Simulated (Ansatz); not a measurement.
Ga: largest V_zz and pressure against volume scale

All results are calculated (Ansatz 0.2.0). Periodic Kohn-Sham DFT of a crystal at fixed atoms, scaled to volume_scale times the given cell; pressure positive in compression, energy less spherical unpolarised free atoms, largest_vzz the field gradient of largest size among the nuclei.

The cell before it is scaled or strained (space group Cmcm, No. 63):
```
Ga
1.0
      1.4500    -4.0650     0.0000
      1.4500     4.0650     0.0000
      0.0000     0.0000     3.1700
Ga
2
Direct
  0.86700 0.13300 0.25000
  0.13300 0.86700 0.75000
```

Settings of every row: method frozen-core PAW; functional LDA; relativity scalar; k mesh 12x12x10; filling fermi-dirac; smearing width 0.08 eV; wave cutoff 420 eV; paw set soft_2.

Atom start moment: 0 on all atoms.

Limits: PAW files made with PBE; no gap: field gradients move with the k mesh.

```
row  volume scale  V (Å³/atom)  largest V_zz (1e21 V/m^2)  pressure (GPa)
  1          0.94       17.564                     -2.962          -0.639
  2          0.95       17.751                     -2.942          -1.263
  3          0.96       17.937                     -2.921          -1.847
  4          0.98       18.311                          ?               ?
  5          0.99       18.498                     -2.862          -3.389
  6             1       18.685                     -2.832           -3.84
  7          1.01       18.872                     -2.812          -4.261
  8          1.02       19.058                     -2.785          -4.655
  9          1.04       19.432                     -2.735          -5.371
 10          1.05       19.619                     -2.707          -5.694
 11          1.06       19.806                     -2.676          -5.997
```

Question: what largest V_zz and pressure should row 4 give?

Worked fit of largest V_zz. Take t = volume scale − 1. The shown rows have t = -0.06, -0.05, -0.04, -0.01, 0, 0.01, 0.02, 0.04, 0.05, 0.06. Least squares give largest V_zz = −2.8353 + 2.364 × t + 4.46 × t² 1e21 V/m^2; a straight line predicts inner rows, each left out in turn, worse (root mean square 0.0061 against 0.0026 1e21 V/m^2). The rows lie off it by -0.001, 0.000, 0.002, -0.004, 0.003, -0.001, 0.001, -0.001, -0.001, 0.001. The withheld row has t = -0.02, so the fit gives −2.8353 + 2.364 × (-0.02) + 4.46 × (-0.02)² = -2.881 1e21 V/m^2.

The calculation gave -2.881 1e21 V/m^2. The fit meets it to the printed digit.

Worked fit of pressure. Take u = (V_r/V)^(2/3) − 1 with V_r = 18.779 Å³ an atom, which is twice the finite (Eulerian) strain; such expansions in the strain, on which the Birch-Murnaghan equation of state is built, carry the rest volume and the bulk modulus. The shown rows have u = 0.0456, 0.03824, 0.03105, 0.0101, 0.00335, -0.00329, -0.00978, -0.02253, -0.02875, -0.03487. Least squares give pressure = −4.0553 + 63.536 × u + 235.83 × u² + 305 × u³ GPa; a parabola predicts inner rows, each left out in turn, worse (root mean square 0.0038 against 0.00093 GPa). The rows lie off it by 0.000, 0.001, -0.001, 0.000, 0.000, 0.001, -0.001, 0.000, 0.000, 0.000. The withheld row has u = 0.01697, so the fit gives −4.0553 + 63.536 × (0.01697) + 235.83 × (0.01697)² + 305 × (0.01697)³ = -2.908 GPa.

The calculation gave -2.909 GPa. The fit lies 0.001 GPa (0.019 % of the column's range) above it, one unit of the last digit.
